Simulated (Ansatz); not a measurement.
## Al2O3: the change of energy above lowest point with volume scale

Results calculated with Ansatz 0.2.0, not measured. Free energy against uniform scaling of the volume at fixed shape and fractions; periodic cell, basis, potentials, k mesh and filling as listed.

The cell before it is scaled or strained (space group P-3m1, No. 164):
```
Al2O3
1.0
      3.0275     0.0000     0.0000
     -1.5138     2.6219     0.0000
      0.0000     0.0000     7.5998
Al O
2 3
Direct
  0.00000 0.00000 0.27795
  0.00000 0.00000 0.72205
  0.33333 0.66667 0.19945
  0.66667 0.33333 0.80055
  0.00000 0.00000 0.50000
```

Settings of every row: functional r2SCAN; dispersion D3(BJ); potentials PAW; wave cutoff 600 eV; density cutoff 2400 eV; k mesh 12x12x4; k shift 0x0x0; occupations fermi dirac; smearing width 0.01 eV; spin none.

Limits: dispersion damping borrowed; the cell comes from a prototype or a list of computed structures and needn't be the stable phase.

| row | volume scale | V (Å³/atom) | energy above lowest point (meV/atom) |
| --- | --- | --- | --- |
| 1 | 0.9406 | 11.348 | 0 |
| 2 | 0.9703 | 11.707 | ? |
| 3 | 1 | 12.065 | 14.4 |
| 4 | 1.0297 | 12.423 | 37.2 |
| 5 | 1.0594 | 12.782 | 68.5 |

Question: what energy above lowest point should row 2 give?

Worked fit of energy above lowest point. Take u = (V_r/V)^(2/3) − 1 with V_r = 12.244 Å³ an atom, which is twice the finite (Eulerian) strain; such expansions in the strain, on which the Birch-Murnaghan equation of state is built, carry the rest volume and the bulk modulus. The shown rows have u = 0.05197, 0.00987, -0.00963, -0.02826. Least squares give energy above lowest point = 24.66 − 1172 × u + 13419 × u² meV/atom; a straight line predicts inner rows, each left out in turn, worse (root mean square 13 against 0.01 meV/atom). All shown rows lie on it to the printed digit. Its lowest point lies at u = 0.0437, or V = 11.48 Å³ an atom, and the curvature there gives the bulk modulus at fixed shape and fractions, B = (4/9)(1 + u)² E″(u)/V = 181 GPa. Letting shape and atoms relax would as a rule lower it, by much in layered, chain or molecular crystals. The withheld row has u = 0.03035, so the fit gives 24.66 − 1172 × (0.03035) + 13419 × (0.03035)² = 1.5 meV/atom.

The calculation gave 1.4 meV/atom. The fit lies 0.1 meV/atom (7.1 % of the value, 0.15 % of the column's range) above it, one unit of the last digit.
